At room temperature, every 0.12 eV added to the band gap of an undoped semiconductor cuts the number of thermally excited carriers about tenfold. Simple density functionals commonly make gaps too small, often by several tenths of an eV, so their choice matters for a layered semiconductor such as SnSe₂. The table keeps the atoms in place and changes the functional, which is the approximation made for exchange and correlation among the electrons. Its "gap on mesh" is the smallest step from a filled to an empty state among the sampled crystal momenta, and its "direct gap on mesh" is the smallest such step at one and the same momentum.

GPAW 26.7.0, plane-wave PAW density-functional calculations of bulk SnSe₂ at one fixed structure, with a 600 eV cutoff, a Γ-centred 6 × 6 × 3 k-point mesh and Fermi-Dirac smearing of 0.05 eV. Both gaps include spin-orbit coupling, added after the self-consistent calculation.

```tsv
functional	potentials	gap on mesh (eV)	direct gap on mesh (eV)
r2SCAN	GPAW-PAW-data-sets-(gpaw-data-1.2.1)	1.014	1.480
BEEF-vdW	GPAW-PAW-data-sets-(gpaw-data-1.2.1)	0.812	1.135
BP86	PAW-data-sets-made-by gpaw-setup-for-the-functional	0.697	0.983
WC	PAW-data-sets-made-by gpaw-setup-for-the-functional	0.635	0.924
revTPSS	GPAW-PAW-data-sets-(gpaw-data-1.2.1)	0.783	1.207
```

*Which functional gives the largest gap, and how much does the choice matter?* r2SCAN gives the largest gap, 1.01 eV, and WC the smallest, 0.64 eV. The difference of 0.38 eV is about 60 percent of the WC value. For the direct gap the same two functionals lie at the ends, and there they differ by 0.56 eV. The five rows are a selection, from which runs that failed or met a known fault of the program were left out, so other functionals could fall outside this range.

*What does that difference mean for the number of carriers?* In an undoped crystal the carrier density varies with the gap $E_g$ as $\exp(-E_g/2kT)$, where $kT$ is the thermal energy, about 0.026 eV at 300 K. The factor 2 appears because each excitation makes an electron and a hole, which share the cost. Suppose that the band masses are the same in both calculations. The ratio of the WC density to the r2SCAN density is then $\exp(0.379/0.052)$, or roughly 1500.

A change of functional that looks modest on an energy scale thus becomes three powers of ten in the number of carriers. Real SnSe₂ usually carries extra electrons from defects, so the ratio is no forecast of a measured carrier density. It only shows how strongly anything exponential in the gap depends on the functional chosen.

*Does spin-orbit coupling set the order of the rows?* It doesn't. The same calculations also give the gaps before this coupling was added, and the functionals then stand in the same order. The coupling lowers the indirect gap by about 0.05 eV in every row, and the spread between functionals is seven times as large.

The lowering has a plain origin. The highest filled states of SnSe₂ are known to be mostly selenium 4p, and spin-orbit coupling splits p levels that lie close together, pushing the upper one up. The lowest empty states contain much tin 5s, which has no orbital angular momentum for the spin to couple to. In the three rows for which both band edges are at hand with and without the coupling, BEEF-vdW, BP86 and WC, the filled edge indeed rises by 0.07 eV and the empty edge by only 0.01 eV. In tests on other systems, the makers of these data found spin-orbit splittings that were too wide. The present runs carry no such warning and can't show whether it holds for SnSe₂; if it does, the true lowering is somewhat smaller. For r2SCAN and revTPSS the coupling is worked out from a potential without its exchange-correlation part, but the lowering comes out nearly the same as in the other rows.

*Does the type of functional decide the order?* Only in part. r2SCAN and revTPSS are meta-GGAs: besides the electron density and its gradient, they use the kinetic-energy density of the orbitals. r2SCAN is at the top in both columns. revTPSS lies 0.07 eV above BEEF-vdW in the direct gap, but in the indirect gap the two are only 0.03 eV apart, too little to rank them. More ingredients in a functional therefore don't guarantee a clearly larger gap.

Among the three functionals without the kinetic-energy density, BEEF-vdW gives the largest gaps. Its exchange grows more strongly with the density gradient than that of BP86, which in turn grows more strongly than that of WC, and in solids a stronger gradient dependence is expected to widen the gap; the three rows stand in that order. Its correlation part also links distant points of the electron density. The table can't separate the two features, because it doesn't vary them one at a time, and the data sets for the atomic cores differ from those of BP86 and WC as well. BEEF-vdW and revTPSS, which share their data sets, suggest that the two gaps are not two readings of a single quantity: nearly equal indirect gaps go with direct gaps 0.07 eV apart.

*Does a change of functional simply lift all the empty bands together?* This is the picture behind the "scissor" correction, in which the empty bands are moved up as a block until the gap looks right. If it held here, both gaps would grow by the same amount, and the distance between them would be the same for every functional. From WC to BP86 it works well: each gap grows by about 0.06 eV. The average distance in the three rows without the kinetic-energy density is 0.30 eV, and each of the three lies within 0.03 eV of it.

The two meta-GGAs put this constant to the test, since they had no part in the average. For revTPSS the picture predicts a direct gap of 0.78 + 0.30 = 1.08 eV, while the calculation gives 1.21 eV. For r2SCAN the prediction is too low by 0.17 eV. Both misses are several times larger than the scatter among the three rows that set the constant. They don't tell which bands change shape, though: the distance between the two gaps also grows if the filled bands widen, and the table doesn't say at which momenta the band edges lie.

One could instead suppose that both gaps grow by a common factor. A least-squares fit to the same three rows makes the direct gap 1.42 times the indirect one. This rule misses r2SCAN by only 0.04 eV, and that is no real failure: the ratio of the two gaps is about 1.46 in r2SCAN and in WC alike. revTPSS, with a ratio of 1.54, is put 0.10 eV too low. On this mesh, then, a common shift fails for both meta-GGAs, while the case against a common factor rests on revTPSS alone.

*Why should a meta-GGA move some bands more than others?* Theory offers a natural reason. The kinetic-energy density is built from the slopes of the orbitals, so a functional that uses it acts on those slopes as well as on the density. To first order, and in atomic units, this part of the functional shifts the energy of an orbital $\psi$ by

$$\Delta\varepsilon = \tfrac{1}{2}\int v_\tau\,|\nabla\psi|^2\,d^3r ,$$

where $v_\tau$ tells how strongly the exchange-correlation energy responds to the kinetic-energy density at each point. Two orbitals that differ in shape are therefore, in general, shifted by different amounts.

Along a band the orbitals change shape with crystal momentum, in part because the mixture of tin and selenium states changes. The direct gap and the indirect gap join different pairs of states, and so they need not open equally. The same dependence on orbitals lets a meta-GGA gap include part of the jump in potential that an added electron feels, which the band gap of a simpler functional leaves out. This can explain wider gaps from r2SCAN, and it fits its place at the top.

The table is consistent with this account but doesn't prove it. A simpler functional can also shift bands unequally, since its potential acts more strongly where one orbital has its density than where another has. Nor does the argument say how large the effect must be, and revTPSS shows that it can leave the indirect gap quite ordinary. What can be carried over to a similar case is the warning: when the kinetic-energy density enters, a shift found for one gap shouldn't be applied to the other without a check.

*What would change if the mesh had six points along the stacking axis instead of three?* Three points include the centre of the Brillouin zone, the space of crystal momenta, but miss its boundary plane in that direction. The lowest empty state of bulk SnSe₂ is known to lie at or near a point of that plane called L. Six points would keep all the old ones and add the plane. For a given functional and electron density, the gap could then only fall or stay as it is.

Apart from the small change that a denser mesh makes in the density itself, each gap in the table is thus an upper bound on what its functional would give for this structure with full sampling. How far below the bound the true value lies can be judged from the same calculations, which also follow the bands along lines through L and two other points of the boundary plane, A and H. The gaps found along these lines differ from those on the mesh by less than 0.02 eV. The missing plane is thus a small matter beside the 0.38 eV between r2SCAN and WC, though not beside the 0.03 eV between BEEF-vdW and revTPSS.

The sampling within the layer is coarse too: the highest filled state is expected to lie between the symmetry points, where a 6 × 6 mesh can miss it. The lines step more finely through the layer than the mesh does, and their close agreement with it speaks against a large error there as well. Only states away from both the lines and the mesh remain unchecked.

*Which digits can be trusted, then?* The third decimal serves for arithmetic and has no physical meaning here. The second is doubtful as well, and even the first may change once the atoms are relaxed. In the structure used here the selenium atoms still feel forces of 0.5 to 0.9 eV/Å, far above the few hundredths or less that a well relaxed structure would show. The cell is also under a pressure of 2.6 to 5.9 GPa in the four rows that report it. Each functional would move these atoms by a different amount, and the gap would follow; only BEEF-vdW includes a nonlocal dispersion term, so the spacing of the layers would be expected to differ most. The lead of r2SCAN over the next functional, 0.20 eV, is clear at this fixed structure and on this mesh, whereas the 0.03 eV between BEEF-vdW and revTPSS should not be read as a ranking.

One question stays open, and it concerns the main result. The data sets that describe the atomic cores change along with the functional: BP86 and WC have sets made for them, while the other three use distributed sets that were not. BEEF-vdW shares the distributed sets and yet keeps its two gaps close together, which speaks against the sets as the sole cause of the wide distance in the meta-GGAs. A single row is a thin control, however. Running BP86 and r2SCAN with the same data sets would show how much of the extra opening belongs to the functional itself.
